Brendel–Bormann oscillator: a Gaussian average of Lorentz oscillators and its singularity at zero frequency

1. Conventions and premises

Fields vary as exp(−iωt), the polarisation is P = ε0χE, and ε(ω) = ε∞ + χ(ω), where the real constant ε∞ collects the electronic transitions. The formulas for χ are homogeneous of degree zero in the frequencies, so ω, ω0, ωp, γ and s may all be given as wavenumbers in cm⁻¹. In expressions that contain the time they are angular frequencies, 2πc times the wavenumber.

(P1) Each local vibrating unit is a linear damped oscillator of resonance frequency x, with the Lorentz susceptibility χL(ω; x) = ωp²/(x² − ω² − iγω).
(P2) The strength ωp² and the damping γ > 0 are the same for all units. Local-field effects are absorbed in the parameters, and the contributions add.
(P3) The frequency x is distributed over the whole real line with the density g(x) = exp[−(x − ω0)²/2s²]/(√(2π) s), ω0 > 0.

The model, named after Brendel and Bormann (1992), is

χ(ω) = ωp² ∫ g(x) dx/(x² − a²),  a² = ω² + iγω,  (1)

with x running from −∞ to ∞. The root is fixed as a = i√(−ω² − iγω) with the principal square root, so that Im a > 0. Abbreviations: u = ω0/(√2 s), δ = a/(√2 s), r = ω0/s. W(z) = exp(−z²) erfc(−iz) is the Faddeeva function, and D(z) = exp(−z²) ∫₀^z exp(t²) dt is the Dawson function.

2. Statement of results

(A) Closed form. For Im ω ≥ 0, ω ≠ 0,

χ(ω) = [i√π ωp²/(2√2 a s)] [W((a − ω0)/(√2 s)) + W((a + ω0)/(√2 s))].  (2)

(B) Causality. χ is analytic for Im ω > 0, obeys χ(−ω) = χ(ω)* on the real axis, has Im χ > 0 for ω > 0, satisfies the Kramers–Kronig relations at every real ω ≠ 0, and keeps the sum rule ∫₀^∞ ω Im χ dω = πωp²/2.

(C) Zero frequency. As ω → 0⁺,

χ(ω) = √(π/2) (ωp²/s) exp(−ω0²/2s²) exp(iπ/4)/√(γω) + K ωp²/ω0² + O(ω^½),  (3)
K = r² [2u D(u) − 1] ~ 1 + 3/r² + 15/r⁴ + …  (r ≫ 1).

The static susceptibility is infinite for every s > 0, which bound charges do not allow.

(D) Lorentz limit. At fixed real ω ≠ 0, as s → 0,

χ(ω) = ωp²/(ω0² − a²) · [1 + s²(3ω0² + a²)/(ω0² − a²)² + O(s⁴)].  (4)

The limits s → 0 and ω → 0 do not commute.

3. Proof of (A)

Step 1, the branch. The denominator of χL factorises as −(ω − ω₊)(ω − ω₋) with ω± = −iγ/2 ± √(x² − γ²/4). For |x| > γ/2 the roots lie on the line Im ω = −γ/2. For |x| ≤ γ/2 they lie on the imaginary axis between 0 and −iγ, and the origin is reached only at x = 0. Hence for Im ω ≥ 0, ω ≠ 0, the number a² never equals a real x² ≥ 0, so −a² avoids the cut of the principal root, that root has a positive real part, and Im a > 0.

Step 2, partial fractions: 1/(x² − a²) = (1/2a)[1/(x − a) − 1/(x + a)].

Step 3, the basic integral. For Im z > 0 and real t, 1/(t − z) = i∫₀^∞ exp[i(z − t)k] dk, which converges absolutely. The order of integration may then be exchanged, and ∫ exp(−t² − ikt) dt = √π exp(−k²/4) gives

∫ exp(−t²) dt/(t − z) = i√π ∫₀^∞ exp(−k²/4 + izk) dk.

The exponent equals −(k/2 − iz)² − z². With v = k/2 − iz the k integral is 2 exp(−z²) times the integral of exp(−v²) from −iz to +∞ along a horizontal line, which is √π exp(−z²) erfc(−iz). Therefore

∫ exp(−t²) dt/(t − z) = iπ W(z),  Im z > 0.  (5)

Step 4, the two terms. Put x = ω0 + √2 s t, so that g dx = exp(−t²) dt/√π, and let z∓ = (a ∓ ω0)/(√2 s) = δ ∓ u, both in the upper half plane. Then x − a = √2 s (t − z₋), and (5) gives ∫ g dx/(x − a) = i√π W(z₋)/(√2 s). Also x + a = √2 s (t + z₊). The change t → −t leaves the Gaussian unchanged and turns −1/(t + z₊) into 1/(t − z₊), so −∫ g dx/(x + a) = i√π W(z₊)/(√2 s). Adding the two and multiplying by ωp²/2a yields (2).

Near the line, with γ ≪ ω, a = ω + iγ/2 + γ²/8ω + …, and the first term dominates: Im χ ≈ (πωp²/2ω) V(ω − ω0), where V = Re W(z₋)/(√(2π) s) is the normalised Voigt profile of Gaussian standard deviation s and Lorentzian half width γ/2. For γ → 0, a → ω and Re W(y) = exp(−y²) for real y, so Im χ = πωp²[g(ω) + g(−ω)]/2ω exactly.

4. Proof of (B)

Write ω = ω′ + iω″ with ω″ ≥ 0. Two lower bounds hold for all real x. Since both roots have Im ω± ≤ 0, |x² − a²| ≥ ω″². Since Im a² = ω′(γ + 2ω″), |x² − a²| ≥ |ω′|(γ + 2ω″). With ∫ g dx = 1,

|χ(ω)| ≤ ωp²/max[ω″², |ω′|(γ + 2ω″)].  (6)

The integrand of (1) is analytic in ω and uniformly bounded on each compact set of the upper half plane, so χ is analytic there. By (6) it vanishes uniformly on large arcs and is continuous on the real axis except at ω = 0. Apply Cauchy's theorem to χ(ω̃)/(ω̃ − ω), for real ω ≠ 0, on the contour made of the real axis, indented upwards at ω and at 0, and the large arc. Section 5 shows |χ| ∝ |ω̃|^(−½) near the origin, so the indentation of radius ρ contributes O(ρ^½) and vanishes. The usual relations follow with no extra pole term, for example Re χ(ω) = (2/π) P∫₀^∞ ω̃ Im χ(ω̃) dω̃/(ω̃² − ω²).

The symmetry χ(−ω) = χ(ω)* holds for each χL and so for the average. In (2) it follows from a(−ω) = −a(ω)* and W(−z*) = W(z)*. The branch matters here: the principal value of √(ω² + iγω) has a negative imaginary part at ω < 0, where (5) does not apply, and (2) evaluated with it no longer equals (1).

Im χL = ωp²γω/[(x² − ω²)² + γ²ω²] is positive for ω > 0. Comparing Re χL → −ωp²/ω² at large ω with the same limit of the dispersion integral, −(2/πω²) ∫₀^∞ ω̃ Im χL dω̃, gives πωp²/2 for every x. The integrand is positive, so the average over x may be taken outside, and the sum rule carries over to χ. The singularity at ω = 0 is thus no breach of causality. It is a wrong static limit of a causal function.

5. Proof of (C)

From erfc(−iz) = 1 + erf(iz) and erf(iz) = (2i/√π) ∫₀^z exp(t²) dt,

W(z) = exp(−z²) + (2i/√π) D(z),

with D odd and entire. Inserting z = δ − u and z = δ + u in (2) splits χ exactly into parts odd and even in a:

χ = χsing + χreg,
χsing = iπωp² [g(a) + g(−a)]/2a = iπωp² g(0) exp(−δ²) cosh(2uδ)/a,  (7)
χreg = −[ωp²/(√2 a s)] [D(u + δ) − D(u − δ)].  (8)

In (7), g is continued to complex argument, and g(0) = exp(−u²)/(√(2π) s).

The regular part. The bracket in (8) is odd in δ, so χreg is a power series in a² = ω² + iγω and an entire function of ω. At a → 0 the bracket is 2δD′(u), and D′ = 1 − 2uD, so χreg(0) = ωp²[2uD(u) − 1]/s² = Kωp²/ω0². For large u, solving D′ = 1 − 2uD in inverse powers gives D ~ 1/2u + 1/4u³ + 3/8u⁵ + 15/16u⁷ + …, and with 2u² = r² the series for K in (3) results. It is the termwise Gaussian average of ω0²/x² expanded about ω0.

The singular part. For ω > 0, a² = iγω(1 − iω/γ), so i/a = exp(iπ/4)(γω)^(−½)(1 − iω/γ)^(−½). Also exp(−δ²) cosh(2uδ) = 1 + (2u² − 1)δ² + …, with δ² = O(ω). The leading term is πωp² g(0) exp(iπ/4)/√(γω), which is the first term of (3), since πg(0) = √(π/2) exp(−u²)/s. The corrections are O(ω^½) from (7) and O(ω) from (8). For s < ω0 the leading form of χsing needs ω ≪ γ and |2uδ| = |a|ω0/s² ≪ 1, that is γω ≪ (s²/ω0)². Real and imaginary parts diverge with equal positive coefficients. If a window γ ≪ ω ≪ s²/ω0 exists, a ≈ ω in it and χsing ≈ iπωp² g(0)/ω. For γ = 0 this 1/ω form reaches down to zero frequency and is the response of a conductor with d.c. conductivity πε0ωp² g(0).

Origin of the term. The residue at x = a gives ∫ dx/(x² − a²) = iπ/a for Im a > 0. As a → 0 along the ray of argument π/4, the kernel is concentrated in |x| ≲ √(γω), and any density that is bounded and continuous at x = 0 yields iπωp² g(0)/a. The divergence comes from oscillators with vanishing restoring force. Cutting the Gaussian off at x = 0 keeps one half of the even kernel and so halves the coefficient (apart from renormalisation) without removing it.

Time domain. For |x| < γ/2 the impulse response of one oscillator is ωp² exp(−γt/2) sinh(κt)/κ with κ = √(γ²/4 − x²). For |x| ≪ γ, κ ≈ γ/2 − x²/γ, and at γt ≫ 1 the response is ωp² exp(−x²t/γ)/γ, a relaxation with time constant γ/x². All oscillators outside a shrinking interval |x| ≲ √(γ/t) have decayed, and the average tends to ωp² g(0) √(π/γt). The transform ∫₀^∞ t^(−½) exp(iωt) dt = √(π/ω) exp(iπ/4) returns the first term of (3).

Why this is unphysical for bound charges. If every unit has |x| ≥ xmin > 0, then χ(0) = ωp² ∫ g dx/x² ≤ ωp²/xmin², all poles lie a finite distance below the origin, and Im χ vanishes linearly in ω. In the model, Im χ ∝ ω^(−½), the static relation χ(0) = (2/π) ∫₀^∞ Im χ dω/ω diverges at its lower limit, and a field E0 switched on at t = 0 produces a polarisation that contains 2ε0E0ωp² g(0) √(πt/γ) and never saturates. The conductivity −iωε0χ vanishes as ω^½, so for γ > 0 the medium is not a d.c. conductor either.

Size of the defect. Equating the modulus of the first term of (3) with the second defines the crossover

ω* = (π/2) ω0² r² exp(−r²)/(γK²),  (9)

which is meaningful when it satisfies the two conditions on ω given above. In that regime |χsing|/χreg(0) = √(ω*/ω), and for ω well above ω* the function shows a plateau Kωp²/ω0² that serves as an apparent static value.

Removal. χ(0) is finite exactly when g(x)/x² is integrable at x = 0. One way to secure this is to give each oscillator the same static contribution Δε, replacing ωp² by Δε x². Since x²/(x² − a²) = 1 + a²/(x² − a²), the average becomes Δε[1 + a²χ/ωp²] with χ from (2). It tends to Δε at ω = 0, keeps a residual term iπΔε g(0) a ∝ ω^½, and has the total strength Δε(ω0² + s²) in place of ωp².

6. Proof of (D)

At fixed real ω ≠ 0 the function f(x) = 1/(x² − a²) is smooth on the real line, bounded by 1/γ|ω|, and has bounded derivatives. In ∫ f(ω0 + √2 s t) exp(−t²) dt/√π the integrand tends pointwise to f(ω0) exp(−t²) and is dominated by exp(−t²)/γ|ω|, so χ → ωp² f(ω0) = χL(ω; ω0). Taylor's theorem with remainder and the Gaussian moments ⟨(x − ω0)²⟩ = s², ⟨(x − ω0)⁴⟩ = 3s⁴, odd moments zero, give χ = ωp²[f + s²f″/2 + O(s⁴)] at x = ω0. With f′ = −2x/(x² − a²)² and f″ = (6x² + 2a²)/(x² − a²)³ this is (4).

The closed form agrees. Expanding 1/(t − z) in powers of t/z in (5) gives W(z) ~ (i/√π z)(1 + 1/2z² + …). The leading terms in (2) sum to −(ωp²/2a)[1/(a − ω0) + 1/(a + ω0)] = ωp²/(ω0² − a²).

The expansion parameter is s/|a − ω0|. At ω = ω0 one has ω0² − a² = −iγω0, and the relative correction is −(4s²/γ²)(1 + iγ/4ω0), so the line centre is Lorentzian only for s ≪ γ/2. In the wings, |ω − ω0| ≫ s, the Lorentz form holds even for s ≫ γ, provided the Gaussian term has fallen below the Lorentzian tail. The singular term carries exp(−ω0²/2s²), which is smaller than every power of s and so absent from all orders of (4). Taking s → 0 first and then ω → 0 gives ωp²/ω0². Taking ω → 0 first gives infinity.

7. Range of validity

Equations (2), (7) and (8) are exact consequences of (P1)–(P3) for γ > 0, s > 0, ω ≠ 0 and the branch Im a > 0. The first term of (3) represents χsing for ω ≪ γ and γω ≪ (s²/ω0)². Equation (4) needs s ≪ |a − ω0| and ω ≫ ω*.

As a description of a solid, the model is usable when ω* lies far below the lowest frequency of interest. Because ω* falls as exp(−r²), this is a condition on r = ω0/s that depends only logarithmically on γ and on that frequency. The premises set further limits. The distribution is symmetric, so a skewed band needs several terms. The damping is independent of frequency, so the absorption far from the line is a Lorentzian tail proportional to γ and is not a prediction of multiphonon absorption. Strength and damping are uncorrelated with x, and a constant ε∞ requires frequencies far below the electronic gap. A Gaussian of x² instead of x, or any other choice of variable, gives a different function once s/ω0 is not small.

8. Illustration: the Si–O stretch band of amorphous SiO2

Take one term for the asymmetric stretch band of a thermal oxide or silica glass, with approximate inputs ω0 = 1075 cm⁻¹ (9.30 µm), s = 30 cm⁻¹, γ = 10 cm⁻¹, ωp = 800 cm⁻¹ and ε∞ = 2.1. The values of s, γ and ωp were chosen so that the band has a typical height and width, and the results below are those of the model. The Gaussian full width at half maximum is 2√(2 ln 2) s = 70.6 cm⁻¹, √2 s = 42.43 cm⁻¹, r = 35.83, u = 25.34 and u² = 642.01.

Line centre, ω = 1075 cm⁻¹:

a = 1075.012 + 4.99995i cm⁻¹
z₋ = 0.000274 + 0.11785i,  W(z₋) = 0.87977 + 0.00025i
z₊ = 50.676 + 0.11785i,  W(z₊) = 0.000026 + 0.01114i
sum of the two W = 0.87979 + 0.01139i
prefactor in (2) = 0.0578 + 12.436i
χ = −0.091 + 10.941i,  ε = 2.009 + 10.941i,  n + ik = 2.56 + 2.13i

The antiresonant term W(z₊) is 1.3 per cent of W(z₋) in modulus. It is nearly imaginary and contributes −0.138 to Re χ, so it is negligible for the absorption at line centre and not for the real part. A single Lorentz oscillator with the same γ and ωp has Im χ = ωp²/γω0 = 59.53, and the pure Gaussian limit γ → 0 has 12.436. The parameter 4s²/γ² equals 36, far outside the range of (4), and the line centre is close to Gaussian.

Low frequency. The Lorentz value is ωp²/ω0² = 0.5538, K = 1.00235, and the plateau is χreg(0) = 0.5551. The singular term has exp(−u²) = 1.50 × 10⁻²⁷⁹. Its leading form applies for ω ≪ (s²/ω0)²/γ = 0.070 cm⁻¹, with s²/ω0 = 0.837 cm⁻¹. At 1 MHz, which is 3.336 × 10⁻⁵ cm⁻¹, its modulus is 2.2 × 10⁻²⁷³, and (9) gives ω* = 5.2 × 10⁻⁵⁵⁰ cm⁻¹. For this band the divergence is a formal property without observable consequence.

The situation changes quickly with r. The rows below keep ω0 = 1075 cm⁻¹ and γ = 10 cm⁻¹ and widen the Gaussian. Such widths do not describe the stretch band. They stand for the broad background terms that a fit of many oscillators may produce.

r = 6: s = 179.17 cm⁻¹, K = 1.098, ω* = 1.26 × 10⁻⁹ cm⁻¹, or 37.7 Hz
r = 5: s = 215 cm⁻¹, K = 1.156, ω* = 4.72 × 10⁻⁵ cm⁻¹, or 1.41 MHz
r = 4: s = 268.75 cm⁻¹, K = 1.305, ω* = 0.192 cm⁻¹, or 5.75 GHz

A term with r = 5 that fits an infrared spectrum well thus acquires, when extrapolated to the megahertz range used for capacitance work on oxides, a spurious contribution as large as its own static value, with equal real and imaginary parts.

For the narrow band the model's low-frequency permittivity is ε∞ + χreg(0) = 2.655. The typical static permittivity of amorphous SiO2 is roughly 3.8, so the one-term model falls short by about 30 per cent. The shortfall has nothing to do with the singularity: the bending and rocking bands at lower wavenumber and the high-frequency shoulder of the stretch band are left out, and each requires a term of the form (2) of its own, for which r must again be large enough to keep ω* out of range.